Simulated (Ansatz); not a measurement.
A series in volume scale on Gd

All results are calculated (Ansatz 0.2.0). Plane-wave DFT, scalar-relativistic PAW made under PBE with cores redone for the functional, no dispersion; the given relaxed cell is scaled uniformly, energy at zero smearing counts from the unscaled cell, pressure at the given Fermi-Dirac smearing is positive in compression.

The cell before it is scaled or strained (space group P6_3/mmc, No. 194):
```
Gd
1.0
      3.7091     0.0000     0.0000
     -1.8546     3.2122     0.0000
      0.0000     0.0000     5.9439
Gd
2
Direct
  0.33333 0.66667 0.25000
  0.66667 0.33333 0.75000
```

Settings of every row: spin polarised yes; functional RPBE; wave cutoff 420 eV; smearing width 0.05 eV; k mesh 13x13x7.

Atom:
| element | starting moment (Bohr magneton) |
| --- | --- |
| Gd | 7.4 |
| Gd | 7.4 |

Limits: open f shell: the state may not be the lowest.

| row | volume scale | V (Å³/atom) | energy change per atom (meV) | pressure (GPa) | largest site moment (Bohr magneton) |
| --- | --- | --- | --- | --- | --- |
| 1 | 0.88 | 31.16 | 57.69 | 4.83 | 7.37 |
| 2 | 0.92 | 32.576 | 23.64 | 2.95 | 7.39 |
| 3 | 0.96 | 33.993 | 5.21 | 1.35 | 7.4 |
| 4 | 1.04 | 36.825 | 5.89 | -1.1 | 7.4 |
| 5 | 1.08 | 38.242 | ? | ? | ? |
| 6 | 1.12 | 39.658 | 43.64 | -2.78 | 7.4 |

Question: what energy change per atom and pressure should row 5 give?

Worked fit of energy change per atom. Take u = (V_r/V)^(2/3) − 1 with V_r = 33.993 Å³ an atom, which is twice the finite (Eulerian) strain; such expansions in the strain, on which the Birch-Murnaghan equation of state is built, carry the rest volume and the bulk modulus. The shown rows have u = 0.05973, 0.02879, 0, -0.05195, -0.09766. Least squares give energy change per atom = 5.103 + 399.36 × u + 8113.6 × u² meV; a straight line predicts inner rows, each left out in turn, worse (root mean square 23 against 0.48 meV). The rows lie off it by -0.21, 0.31, 0.11, -0.36, 0.16 (root mean square 0.25 meV). The withheld row has u = -0.07552, so the fit gives 5.103 + 399.36 × (-0.07552) + 8113.6 × (-0.07552)² = 21.22 meV.

The calculation gave 20.99 meV. The fit lies 0.23 meV (1.1 % of the value, 0.44 % of the column's range) above it; its largest miss of a shown row is 0.36 meV.

Worked fit of pressure. Take u = (V_r/V)^(2/3) − 1 with V_r = 33.993 Å³ an atom, which is twice the finite (Eulerian) strain; such expansions in the strain, on which the Birch-Murnaghan equation of state is built, carry the rest volume and the bulk modulus. The shown rows have u = 0.05973, 0.02879, 0, -0.05195, -0.09766. Least squares give pressure = 1.35 + 52.28 × u + 102 × u² GPa; a straight line predicts inner rows, each left out in turn, worse (root mean square 0.29 against 0.013 GPa). The rows lie off it by -0.01, 0.01, 0.00, -0.01, 0.00. The withheld row has u = -0.07552, so the fit gives 1.35 + 52.28 × (-0.07552) + 102 × (-0.07552)² = -2.02 GPa.

The calculation gave -2.02 GPa. The fit meets it to the printed digit.

The other values of row 5: largest site moment 7.4 Bohr magneton.
